**Pressure–volume rule of thumb for fluorite-type SnGe2**

The table holds the volume per atom and the volume change, relative to the starting cell, of cubic SnGe2 relaxed at 2 to 41 GPa with plane-wave PAW density functional theory (PBE, scalar-relativistic, no spin polarisation, symmetry kept). The program tests the hand rule V = V₀/(1 + P/12 GPa)^(1/4), the Murnaghan form with B₀ = 48 GPa and B′ = 4, against a linear loss of volume and Birch-Murnaghan curves. The rule gives the volumes within 0.04 % up to 21 GPa and 0.36 % too large at 41 GPa. A calibration on the 5 GPa row alone does about as well with B′ = 4 and misses the last row by −3.76 % with B′ = 3 and by +3.51 % with B′ = 5. Free fits of three parameters give B′ = 3.85 or 4.47 depending on the form, and the rule's pressure–volume work agrees with the rise in free energy of the runs within 0.8 %.

Fluorite-type SnGe2 (Fm-3m, 3 atoms per cell), with cell and atoms relaxed at each pressure and the symmetry kept. Calculated with Ansatz 0.2.0: scalar-relativistic PBE, plane-wave PAW, no spin polarisation, cutoff 420 eV, 12×12×12 k mesh, Fermi-Dirac smearing of 0.15 eV. Volume changes are relative to the starting cell, 26.15 Å³ per atom.

## Numerical check

```python
# Table: volume per atom and volume change (relative to the starting cell) of fluorite-type SnGe2
# relaxed at 2-41 GPa; Ansatz 0.2.0, plane-wave PAW, PBE, scalar-relativistic, no spin, Fm-3m kept.
# Tested: hand rule V = V0/(1+P/12)^(1/4) (Murnaghan, B'=4, B0=48 GPa) against constant
# stiffness and Birch-Murnaghan forms.
T = {
    'pressure': [2, 5, 13, 21, 31, 41],  # GPa
    'volume_per_atom': [25.15, 23.97, 21.76, 20.3, 18.97, 17.98],  # Å³
    'volume_change': [-3.82, -8.36, -16.78, -22.38, -27.45, -31.27],  # %
}
import numpy as np
from scipy.optimize import curve_fit, brentq
from scipy.constants import e
P = np.array(T['pressure'], float); V = np.array(T['volume_per_atom'], float)
dv = np.array(T['volume_change'], float); v = 1 + dv/100
# further outputs of the same runs: pressure reached (GPa), free energy of first and last row (eV/cell)
Pr = np.array([1.999209, 4.982051, 12.99723, 20.98654, 30.99556, 40.98674])
F2, F41 = -14613.1388, -14610.9378
V0 = np.mean(V/v)
mur = lambda p, r, B, Bp: r*(1 + Bp*p/B)**(-1/Bp)
pbm = lambda x, B, Bp: 1.5*B*(x**(7/3) - x**(5/3))*(1 + 0.75*(Bp - 4)*(x**(2/3) - 1))
def bm(p, r, B, Bp):
    return np.array([r/brentq(lambda x: pbm(x, B, Bp) - q, 0.9, 2.2, xtol=1e-14) for q in np.atleast_1d(p)])
err = lambda m: 100*(m/v - 1)
row = lambda a, f='+.2f': ' '.join(format(x, f) for x in a)
print(f"starting volume from the table V0 = {V0:.2f} A^3/atom")
print("rounding: 0.005 A^3 in V, 0.005 points in volume change (under 0.01 % of V)")
Bf = -np.diff(Pr)/np.diff(np.log(v)); Pm = (Pr[1:] + Pr[:-1])/2; vm = np.sqrt(v[1:]*v[:-1])
print("step midpoints (GPa):", row(Pm, '.1f'))
print("step bulk modulus -dP/dlnV (GPa):", row(Bf, '.1f'))
s, b0 = np.polyfit(Pm, Bf, 1); ex = -np.polyfit(np.log(vm), np.log(Bf), 1)[0]
print(f"line B = {b0:.1f} GPa + {s:.2f} P; last/first B = {Bf[-1]/Bf[0]:.2f}")
print(f"B goes as V^-{ex:.2f}; free electron gas V^-{5/3:.2f}")
print("effect of pressure miss on V (%):", row(100*(P - Pr)/(48 + 4*P), '.3f'))
Brow = 4*P/(v**-4 - 1)
print("B0 = 4P/((V0/V)^4-1) row by row (GPa):", row(Brow, '.2f'))
rule = mur(P, 1, 48, 4)
print("rule V=V0/(1+P/12)^(1/4): P GPa | V table | V rule | error % | change table, rule, linear -P/48 (%)")
for i in range(len(P)):
    print(f"  {P[i]:2.0f} | {V[i]:.2f} | {V0*rule[i]:.2f} | {err(rule)[i]:+.2f} | {dv[i]:.2f} {100*(rule[i]-1):.2f} {-100*P[i]/48:.2f}")
k = np.argmax(abs(err(rule)))
print(f"rule: rms {np.sqrt(np.mean(err(rule)**2)):.2f} %, worst {err(rule)[k]:+.2f} % at {P[k]:.0f} GPa")
print("pressure from rule 12((V0/V)^4-1) minus target (GPa):", row(12*(v**-4 - 1) - P))
for i in (2, 5):
    y = 1 + P[i]/12
    print(f"worked {P[i]:.0f} GPa: 1+P/12 = {y:.3f}, root {y**.5:.4f}, root {y**.25:.4f}, V = {V0/y**.25:.2f} A^3, B = {48+4*P[i]:.0f} GPa")
print("B0 from the 5 GPa row alone, error in V (%) for all rows:")
for Bp in (3, 4, 5):
    Bc = Bp*P[1]/(v[1]**-Bp - 1)
    print(f"  B' = {Bp}: B0 = {Bc:.1f} GPa:", row(err(mur(P, 1, Bc, Bp))))
print("fits at the pressures reached, error in V (%):")
for nm, f in (("Murnaghan", mur), ("Birch-Murnaghan", bm)):
    q = curve_fit(lambda p, B: f(p, 1, B, 4), Pr, v, p0=[48], bounds=(30, 70))[0]
    print(f"  {nm} V0 fixed, B'=4: B0 = {q[0]:.1f} GPa:", row(err(f(Pr, 1, q[0], 4))))
fit = {}
for nm, f in (("Murnaghan", mur), ("Birch-Murnaghan", bm)):
    q = curve_fit(f, Pr, v, p0=[1, 48, 4.2], bounds=([0.95, 30, 3], [1.05, 70, 6]))[0]; fit[nm] = q
    print(f"  {nm} free: V0 = {q[0]*V0:.2f} A^3, B0 = {q[1]:.1f} GPa, B' = {q[2]:.2f}")
    print("    errors:", row(err(f(Pr, *q)), '+.3f'))
for p in (60., 80.):
    a, b = V0*mur(p, 1, 48, 4), V0*bm(p, *fit["Birch-Murnaghan"])[0]
    print(f"model spread at {p:.0f} GPa: rule {a:.2f}, free Birch-Murnaghan {b:.2f} A^3, {100*(a/b-1):+.2f} %")
d = lambda x: np.sqrt(3)/4*(12*x)**(1/3)
print("Sn-Ge from table (A):", row(d(V0*v), '.3f'))
print("Sn-Ge from rule (A): ", row(d(V0*rule), '.3f'))
print(f"Sn-Ge start {d(V0):.3f} A, change at 41 GPa {100*(v[-1]**(1/3)-1):.1f} %; Ge-Ge/Sn-Ge = {2/np.sqrt(3):.3f}")
print(f"rule: 1 % hydrostatic linear compression needs {12*(0.99**-12-1):.2f} GPa")
W = 3*12*V0*((v[-1]**-3 - v[0]**-3)/3 - (v[0] - v[-1]))*1e-21/e
print(f"work 2 to 41 GPa: rule {W:.3f} eV/cell, free energy rise {F41-F2:.3f} eV/cell, {100*(W/(F41-F2)-1):+.1f} %")
assert np.all(np.diff(V) < 0) and np.all(np.diff(Bf) > 0)
assert 3 < ex < 5
assert abs(err(rule)).max() < 0.5 and err(rule)[-1] > 0
assert abs(W/(F41 - F2) - 1) < 0.03
```

Running it gives:

```
starting volume from the table V0 = 26.15 A^3/atom
rounding: 0.005 A^3 in V, 0.005 points in volume change (under 0.01 % of V)
step midpoints (GPa): 3.5 9.0 17.0 26.0 36.0
step bulk modulus -dP/dlnV (GPa): 61.7 83.2 114.7 148.2 184.7
line B = 49.2 GPa + 3.79 P; last/first B = 2.99
B goes as V^-3.85; free electron gas V^-1.67
effect of pressure miss on V (%): 0.001 0.026 0.003 0.010 0.003 0.006
B0 = 4P/((V0/V)^4-1) row by row (GPa): 47.45 47.85 47.93 47.87 47.52 47.11
rule V=V0/(1+P/12)^(1/4): P GPa | V table | V rule | error % | change table, rule, linear -P/48 (%)
   2 | 25.15 | 25.16 | +0.04 | -3.82 -3.78 -4.17
   5 | 23.97 | 23.97 | +0.02 | -8.36 -8.34 -10.42
  13 | 21.76 | 21.77 | +0.02 | -16.78 -16.76 -27.08
  21 | 20.30 | 20.31 | +0.04 | -22.38 -22.35 -43.75
  31 | 18.97 | 19.01 | +0.18 | -27.45 -27.32 -64.58
  41 | 17.98 | 18.04 | +0.36 | -31.27 -31.02 -85.42
rule: rms 0.17 %, worst +0.36 % at 41 GPa
pressure from rule 12((V0/V)^4-1) minus target (GPa): +0.02 +0.02 +0.02 +0.06 +0.31 +0.78
worked 13 GPa: 1+P/12 = 2.083, root 1.4434, root 1.2014, V = 21.77 A^3, B = 100 GPa
worked 41 GPa: 1+P/12 = 4.417, root 2.1016, root 1.4497, V = 18.04 A^3, B = 212 GPa
B0 from the 5 GPa row alone, error in V (%) for all rows:
  B' = 3: B0 = 50.1 GPa: +0.12 +0.00 -0.82 -1.79 -2.85 -3.76
  B' = 4: B0 = 47.9 GPa: +0.03 +0.00 -0.02 -0.00 +0.13 +0.30
  B' = 5: B0 = 45.7 GPa: -0.06 +0.00 +0.67 +1.47 +2.52 +3.51
fits at the pressures reached, error in V (%):
  Murnaghan V0 fixed, B'=4: B0 = 47.6 GPa: +0.01 -0.02 -0.10 -0.09 +0.02 +0.19
  Birch-Murnaghan V0 fixed, B'=4: B0 = 50.3 GPa: +0.20 +0.35 +0.34 +0.13 -0.19 -0.52
  Murnaghan free: V0 = 26.11 A^3, B0 = 49.3 GPa, B' = 3.85
    errors: -0.024 +0.041 +0.009 -0.037 -0.027 +0.039
  Birch-Murnaghan free: V0 = 26.16 A^3, B0 = 46.7 GPa, B' = 4.47
    errors: +0.002 -0.004 +0.002 +0.001 +0.001 -0.002
model spread at 60 GPa: rule 16.71, free Birch-Murnaghan 16.58 A^3, +0.80 %
model spread at 80 GPa: rule 15.72, free Birch-Murnaghan 15.52 A^3, +1.29 %
Sn-Ge from table (A): 2.905 2.858 2.768 2.704 2.644 2.597
Sn-Ge from rule (A):  2.905 2.858 2.768 2.705 2.646 2.600
Sn-Ge start 2.943 A, change at 41 GPa -11.7 %; Ge-Ge/Sn-Ge = 1.155
rule: 1 % hydrostatic linear compression needs 1.54 GPa
work 2 to 41 GPa: rule 2.219 eV/cell, free energy rise 2.201 eV/cell, +0.8 %
```
